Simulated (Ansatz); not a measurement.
# Re: energy above lowest point against volume scale

All results are calculated (Ansatz 0.2.0). Free energy against uniform scaling of the volume at fixed shape and fractions; periodic cell, basis, potentials, k mesh and filling as listed.

The cell before it is scaled or strained (space group P6_3/mmc, No. 194):
```
Re
1.0
      2.7608     0.0000     0.0000
     -1.3804     2.3909     0.0000
      0.0000     0.0000     4.4582
Re
2
Direct
  0.33333 0.66667 0.25000
  0.66667 0.33333 0.75000
```

Settings of every row: functional PBE; dispersion none; potentials all-electron LAPW; k mesh 11x11x6; k shift 0x0x0; occupations fermi dirac; smearing width 0.1 eV; spin none.

Limits: coarse k mesh, up to 40 meV an atom off; no spin-orbit coupling, which can matter with elements this heavy.

```csv
row,volume scale,V (Å³/atom),energy above lowest point (meV/atom)
1,0.94,13.831,108.5
2,0.97,14.272,?
3,1,14.714,2.1
4,1.03,15.155,0
5,1.06,15.597,25.4
```

Question: what energy above lowest point should row 2 give?

Worked fit of energy above lowest point. Take u = (V_r/V)^(2/3) − 1 with V_r = 14.934 Å³ an atom, which is twice the finite (Eulerian) strain; such expansions in the strain, on which the Birch-Murnaghan equation of state is built, carry the rest volume and the bulk modulus. The shown rows have u = 0.05248, 0.00994, -0.00975, -0.02854. Least squares give energy above lowest point = −2.69 + 107.9 × u + 38311 × u² meV/atom; a straight line predicts inner rows, each left out in turn, worse (root mean square 38 against 0.2 meV/atom). The rows lie off it by 0.0, -0.1, 0.1, 0.0. Its lowest point lies at u = -0.0014, or V = 14.97 Å³ an atom, and the curvature there gives the bulk modulus at fixed shape and fractions, B = (4/9)(1 + u)² E″(u)/V = 364 GPa. Letting shape and atoms relax would as a rule lower it, by much in layered, chain or molecular crystals. The withheld row has u = 0.03069, so the fit gives −2.69 + 107.9 × (0.03069) + 38311 × (0.03069)² = 36.7 meV/atom.

The calculation gave 36.4 meV/atom. The fit lies 0.3 meV/atom (0.28 % of the column's range) above it; its largest miss of a shown row is 0.1 meV/atom.
